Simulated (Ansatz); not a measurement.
SiPb: pressure against volume scale

All results are calculated (Ansatz 0.2.0). Periodic Kohn-Sham DFT of a crystal at fixed atoms, scaled to volume_scale times the given cell; pressure positive in compression, energy less spherical unpolarised free atoms, largest_vzz the field gradient of largest size among the nuclei.

The cell before it is scaled or strained (space group Fm-3m, No. 225):
```
SiPb
1.0
      0.0000     2.9308     2.9308
      2.9308     0.0000     2.9308
      2.9308     2.9308     0.0000
Pb Si
1 1
Direct
  0.00000 0.00000 0.00000
  0.50000 0.50000 0.50000
```

Settings of every row: method frozen-core PAW; functional PBE; relativity scalar; k mesh 13x13x13; filling fermi-dirac; smearing width 0.05 eV; wave cutoff 420 eV; paw set soft_2.

Atom start moment: 0 on all atoms.

Limits: no spin-orbit coupling on heavy atoms; the cell comes from a prototype or a list of computed structures and needn't be the stable phase.

| row | volume scale | V (Å³/atom) | pressure (GPa) |
| --- | --- | --- | --- |
| 1 | 0.96 | 24.167 | 2.303 |
| 2 | 0.98 | 24.671 | ? |
| 3 | 1 | 25.174 | -0.008 |
| 4 | 1.02 | 25.678 | -0.98 |
| 5 | 1.04 | 26.181 | -1.846 |

Question: what pressure should row 2 give?

Worked fit of pressure. Take u = (V_r/V)^(2/3) − 1 with V_r = 25.426 Å³ an atom, which is twice the finite (Eulerian) strain; such expansions in the strain, on which the Birch-Murnaghan equation of state is built, carry the rest volume and the bulk modulus. The shown rows have u = 0.03444, 0.00666, -0.00655, -0.01932. Least squares give pressure = −0.5082 + 73.68 × u + 230.68 × u² GPa; a straight line predicts inner rows, each left out in turn, worse (root mean square 0.1 against 0.0019 GPa). The rows lie off it by 0.000, -0.001, 0.001, 0.000. The pressure vanishes at u = 0.0068, or V = 25.17 Å³ an atom, and there the bulk modulus at fixed shape and fractions is B = −V dP/dV = (2/3)(1 + u) dP/du = 51.5 GPa. The withheld row has u = 0.0203, so the fit gives −0.5082 + 73.68 × (0.0203) + 230.68 × (0.0203)² = 1.083 GPa.

The calculation gave 1.081 GPa. The fit lies 0.002 GPa (0.048 % of the column's range) above it; its largest miss of a shown row is 0.001 GPa.
